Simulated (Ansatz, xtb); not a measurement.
# C6H9PS: which of two isomers lies lower

Structure a: `CP(C)c1cccs1`, a singlet. Structure b: `CC(C)C1=PC=CS1`, a singlet. Both are isolated molecules in the gas phase, relaxed with PBE-D3(BJ)/def2-SVP, each in the lowest conformer that the search found.

Quicker runs give these differences E(b) − E(a): GFN2-xTB −0.79 kcal/mol; HF/STO-3G +8.19 kcal/mol (at GFN2-xTB geometries); r2SCAN-D4/def2-SVP +0.21 kcal/mol (at GFN2-xTB geometries).

Question: Which of the two would you expect CCSD(T)/def2-SVP + ΔMP2/def2-TZVPP electronic energies to favour?

Answer: Not settled: CCSD(T)/def2-SVP + ΔMP2/def2-TZVPP gives E(b) − E(a) = +1.17 kcal/mol, but this leans on the basis-set step: CCSD(T) alone gives −3.64 kcal/mol.

Level by level:

```csv
level,geometry,E(b) − E(a) (kcal/mol),departure from the last row (kcal/mol),"job, with rough time for the two"
GFN2-xTB,GFN2-xTB,−0.79,−1.96,"optimisation, 1.7 s"
HF/STO-3G,GFN2-xTB,+8.19,+7.02,"single point, 0.71 s"
r2SCAN-D4/def2-SVP,GFN2-xTB,+0.21,−0.95,"single point, 6.6 s"
PBE-D3(BJ)/def2-SVP,PBE-D3(BJ)/def2-SVP,+0.71,−0.46,"optimisation, 26 s"
HF/def2-SVP,PBE-D3(BJ)/def2-SVP,+4.46,+3.30,part of the CCSD(T) run
MP2/def2-SVP,PBE-D3(BJ)/def2-SVP,−4.37,−5.54,part of the CCSD(T) run
CCSD(T)/def2-SVP,PBE-D3(BJ)/def2-SVP,−3.64,−4.80,single point
CCSD(T)/def2-SVP + ΔMP2/def2-TZVPP,PBE-D3(BJ)/def2-SVP,+1.17,,"single point, 2.8 min"
```

As drawn, b has 3 C–C, 1 C=P, 1 C=C, 2 C–S in place of 2 C–P, 3 C∷C, 2 C∷S (∷ is an aromatic bond). Structure a has a 5-membered ring (with an aromatic ring), b a 5-membered ring.

GFN2-xTB, MP2/def2-SVP, CCSD(T)/def2-SVP put the two in the other order. r2SCAN-D4/def2-SVP finds them nearly level. The largest departure from CCSD(T)/def2-SVP + ΔMP2/def2-TZVPP is that of HF/STO-3G, 7.02 kcal/mol. The last row adds to CCSD(T) the change of the MP2 difference between the two basis sets, here +4.80 kcal/mol, a large step that makes the value less sure.

With thermal terms from frequencies at re-optimised GFN2-xTB minima (ideal gas, soft modes damped towards free rotors, one conformer each, 298.15 K, 1 atm): the zero-point term adds +2.22 kcal/mol; ΔH is +3.05 and ΔG +3.75 kcal/mol.

The correlated steps freeze 16 core orbitals. Run with Ansatz 0.2.0, xtb 6.7.1; the last row on 4 threads of Arm Neoverse V1 on a shared host.

The near-balance probably reflects two opposing bond changes. Isomer b exchanges weaker P–C single bonds for stronger C–C bonds, but pays for this with a C=P π bond and the loss of the thiophene ring. That loss is smaller than the drawn formula implies, because a 1,3-thiaphosphole is itself a six-π-electron heteroaromatic, the phosphorus counterpart of thiazole.

Correlation pulls towards b: in the same basis, the difference goes from +4.46 kcal/mol with HF to −3.64 kcal/mol with CCSD(T). This suggests that the low-coordinate phosphorus and its π system gain more correlation energy than the phosphine and thiophene do together. Vibration works the other way, with a zero-point term of +2.22 kcal/mol, as expected when soft P–C stretches and bends give way to stiffer carbon-framework modes. The free energy therefore leans further towards a without making the electronic ordering any firmer. Near-equal energies also say nothing about relative reactivity, and the exposed C=P bond could make b much the more reactive isomer towards addition.
